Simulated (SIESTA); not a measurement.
## Fitting the PBEsol energy curve of GaGe3

The structure is cubic, space group Fm-3m (No. 225). The conventional cell has a = 6.774 Å, b = 6.774 Å, c = 6.774 Å, α = 90.00°, β = 90.00°, γ = 90.00°. Ge (site symmetry m-3m) has 8 Ge at 2.93 Å as nearest neighbours. Around Ge (site symmetry -43m) lie 4 Ge at 2.93 Å and 4 Ga at 2.93 Å. Ga (site symmetry m-3m) has 8 Ge at 2.93 Å as nearest neighbours.

The cell comes from a database or a generator and needn't be the stable form of this composition.

The cell was scaled at fixed shape and fractions and run with SIESTA, files PseudoDojo sr-pbesol-0.4.1-standard, DZP (energy shift 0.003 Ry; two zetas on semicore shells); PBEsol, k mesh 7 × 7 × 7 on the cell of 4 atoms, fermi-dirac occupations of 0.05 eV, no spin polarisation, no spin-orbit coupling. Energies are those that the program minimises, any entropy of the smearing included. For a metal such a mesh isn't converged to the digits shown.

```tsv
V (Å³/atom)	energy over the lowest row (meV/atom)
18.2645	2.00
18.6531	0.00
19.0417	1.78
19.4303	?
19.8189	13.36
20.2075	23.58
20.5961	35.48
```

Problem. Fit the third-order Birch-Murnaghan form, give V0, B0 and B′, and predict the energy left open.

Solution. With y = (V0/V)^(2/3), E = E0 + (9 V0 B0/16) [(y - 1)³ B′ + (y - 1)² (6 - 4y)]. Least squares through the rows shown give V0 = 18.6667 Å³/atom, E0 = 0.11 meV, B0 = 66.75 GPa (1 eV/Å³ = 160.218 GPa) and B′ = 3.85, with a largest miss of 0.19 meV, so B0 and B′ are loose. At V = 19.4303 the form with these constants gives 6.21 meV; the run gave 6.10 meV an atom.

The minimum lies well below the volume of the listed cell, at 18.6667 Å³/atom, so the contacts at equilibrium are somewhat shorter than the quoted 2.93 Å. Even so, they remain long for Ge-Ge or Ga-Ge covalent bonds. With eight such neighbours and too few valence electrons for a two-electron bond to each, the bonding is probably delocalised and metallic rather than the directional sp³ bonding of diamond-type germanium. Expansion weakens this cohesion, while compression raises the kinetic energy and the short-range repulsion, which gives the usual asymmetric well.

The open energy is predicted closely because it lies between fitted points, which is a much weaker test of the curvature than of the energy itself. The energy steps don't grow smoothly with volume, which suggests numerical noise, and only one point lies clearly on the compressed side to constrain B′. Uniform scaling also leaves the resistance to shear untested, so a minimum here doesn't establish mechanical stability.
